# Pressure and energy of squeezed anatase by hand

## The spring and where it fails

The naive picture of a squeezed crystal is a spring: each further bit of volume removed costs the same extra pressure. For anatase TiO₂ this picture gives two rough figures worth remembering. A volume change of 1 % takes about 2 GPa, and a change of 10 % costs roughly 70 meV per atom.

Anatase TiO₂ computed with Ansatz 0.2.0: r2SCAN, PAW, 500 eV plane-wave cutoff, 8×8×6 k mesh, Gaussian smearing of 0.02 eV, no spin polarization. Cell shape and atoms were relaxed at each fixed volume (force tolerance 0.01 eV/Å). Energies are relative to the elements' standard crystals or gases in r2SCAN, c/a is for the conventional cell, and compression is positive pressure.

```
volume (relaxed cell) (Å³/atom)  c/a (relaxed cell)  shortest distance (relaxed cell) (Å)  energy over elements (eV/atom)  pressure (GPa)
                         10.030              2.3345                                 1.878                          -3.221          27.720
                         10.372              2.3899                                 1.890                          -3.271          19.740
                         10.714              2.4463                                 1.903                          -3.306          12.600
                         11.056              2.4954                                 1.917                          -3.325           6.000
                         11.740              2.5694                                 1.949                          -3.326          -5.390
                         12.082              2.5923                                 1.967                          -3.309         -10.170
                         12.538              2.6163                                 1.991                          -3.272         -15.640
```

The spring works near zero pressure but not far from it. A straight line through the two rows on either side of zero pressure, 11.056 and 11.740 Å³/atom, predicts 23.1 GPa at 10.030 Å³/atom. The calculation gives 27.7 GPa. The crystal stiffens as it is compressed, and a usable rule must include that without becoming harder to work with.

## A better measure of strain

Let V be the volume per atom and V₀ its value at zero pressure. In place of the volume removed, take the logarithm of the compression ratio as the strain:

L = ln(V₀/V)

L is positive for a compressed cell and negative for an expanded one. Without a logarithm table, divide the difference V₀ − V by the average of V₀ and V; over this range the result is good to three decimals.

Near its minimum any smooth energy curve is a parabola in the strain. Taking the parabola to hold for L over the whole range is the one assumption of the rule:

E = E₀ + ½ B₀V₀ L²

Here E₀ is the energy at the minimum and B₀ the bulk modulus there, the resistance to a change of volume. Pressure is the energy gained per volume removed, P = −dE/dV. Since dL/dV = −1/V, this gives

P = B₀ (V₀/V) L

The factor V₀/V and the curvature of the logarithm together supply the stiffening that the spring lacks.

## Constants from two rows

Multiplied by V, the pressure law reads PV = B₀V₀ (ln V₀ − ln V), a straight line in ln V. The two rows next to zero pressure are enough to draw it:

- PV is 6.000 × 11.056 = 66.3 GPa Å³ in one row and −5.390 × 11.740 = −63.3 GPa Å³ in the other.
- They differ by 129.6 GPa Å³ while ln V changes by 0.0600, so B₀V₀ = 2160 GPa Å³.
- The line reaches zero at ln V₀ = ln 11.056 + 66.3/2160, which gives V₀ = 11.4 Å³/atom.
- Division by V₀ gives B₀ ≈ 190 GPa.

Because 1 eV/Å³ is 160.2 GPa, the energy constant ½ B₀V₀ is about 6.7 eV per atom. Subtracting 6.7 L² from the energies of the same two rows and averaging gives E₀ = −3.332 eV/atom. These energies are counted from the elements in their standard forms, so E₀ is the energy of formation of the unstrained crystal. The rule describes only the rise above it.

The working form is therefore

P ≈ 190 GPa × (V₀/V) × L  and  E ≈ −3.332 eV + 6.7 eV × L²

## Two rows worked in full

Neither of these rows helped to set the constants. They are the two ends of the table, where the rule is under most strain.

**The most compressed cell, V = 10.030 Å³/atom**

- V₀/V = 11.4/10.03 = 1.137
- L ≈ (11.4 − 10.03)/10.715 = 0.128
- P ≈ 190 × 1.137 × 0.128 = 27.7 GPa; the calculation gives 27.7 GPa.
- E ≈ −3.332 + 6.7 × 0.128² = −3.222 eV/atom; the calculation gives −3.221.

**The most expanded cell, V = 12.538 Å³/atom**

- V₀/V = 11.4/12.538 = 0.909
- L ≈ (11.4 − 12.538)/11.969 = −0.0951
- P ≈ 190 × 0.909 × (−0.0951) = −16.4 GPa; the calculation gives −15.6 GPa.
- E ≈ −3.332 + 6.7 × 0.0951² = −3.271 eV/atom; the calculation gives −3.272.

A negative pressure is a tension: the cell has to be pulled to stay this large. The rule asks for about 5 % too much pull.

## How good the rule is

From the most compressed row up to 11.740 Å³/atom the estimated pressure stays within 0.1 GPa of the calculated one. Beyond that it drifts, by about 0.2 GPa in the next row and 0.8 GPa in the last. The energy is within about 1 meV per atom throughout, while the largest rise above the minimum is 111 meV.

The good energies are not a second, separate success. Energy is pressure summed over volume, so both follow from one curve. The error in the pressure becomes sizeable only in the last stretch of expansion, and it has little volume over which to add up.

## Why the logarithm suits this crystal

Laws with two constants differ in how fast they let the crystal stiffen. At V₀ the logarithmic law adds 2 GPa of stiffness for each GPa of pressure. The second-order Birch–Murnaghan law adds 4, which is typical of many solids. Set to the same two rows, that law overshoots the pressure of the most compressed cell by 3.4 GPa. Anatase therefore stiffens rather slowly when squeezed.

The shape of the cell suggests a reason. The ratio c/a rises with volume from row to row, so the long edge c changes by a larger fraction than the short edge a. Over the whole table the growth is 16 % for c and only 4 % for a. The shortest Ti–O distance grows by 6 %. The shorter Ti–O bonds in anatase are expected to be the four that lie nearly across c. With fixed angles they would grow only as much as a does, so the angles between the bonds must change as well, as in a folding frame.

Folding spares the shortest bonds. Between the two most compressed rows the shortest distance changes by only 57 % of what a uniform shrinking of the cell would demand. Resistance to compression comes largely from the repulsion between neighbouring ions, which climbs steeply as they approach. If part of the compression goes into angles, the ions approach less and the stiffness should grow more slowly.

The same picture would also fit the failure on the expanded side. Between the last two rows the shortest distance follows the uniform change almost completely, at 98 %. The shortest bonds now take their full part in the stretching, and a stretched bond weakens. The stiffness there has dropped to 148 GPa, where the rule still expects 162 GPa.

The relaxations themselves offer a partial test. Two of them apparently began with the cell of the neighbouring row, scaled evenly. At 10.372 Å³/atom the adjustment of shape and atoms then relieved 2.6 GPa of pressure. At 12.082 Å³/atom, after an equal step in volume, it relieved only 0.7 GPa of tension. The relief is larger under compression, as the argument needs. Two volumes support the link but don't prove it; a full test would repeat every row with the cell scaled evenly.

The argument should not be carried to other crystals as a rule. Quartz also folds under pressure, yet it stiffens fast. For another crystal the choice of law has to be checked against at least one more row, far from zero pressure.

## Where to stop

**In volume.** The rule is tested from 12 % below V₀ to 10 % above it. On the expanded side the calculated stiffness already falls faster than the rule allows. The rule should not be used to estimate how much tension anatase can bear before it gives way.

**In the kind of load.** The cells were free to choose their shape at each volume, so the pressure is nearly the same in all directions. A thin film held to the spacing of its substrate can adjust its cell only across its thickness, and B₀ is not its stiffness.

**In the phase.** Real anatase turns into denser forms under pressure. The compressed rows follow anatase because the calculation keeps its structure, so the rule gives the pressure of compressed anatase and not the phase that would be found there.

**In the meaning of the accuracy.** The errors quoted are relative to one density functional without thermal motion. Another functional or a warm crystal would shift V₀ and B₀. The two-row recipe can then be repeated with pressures on either side of zero.
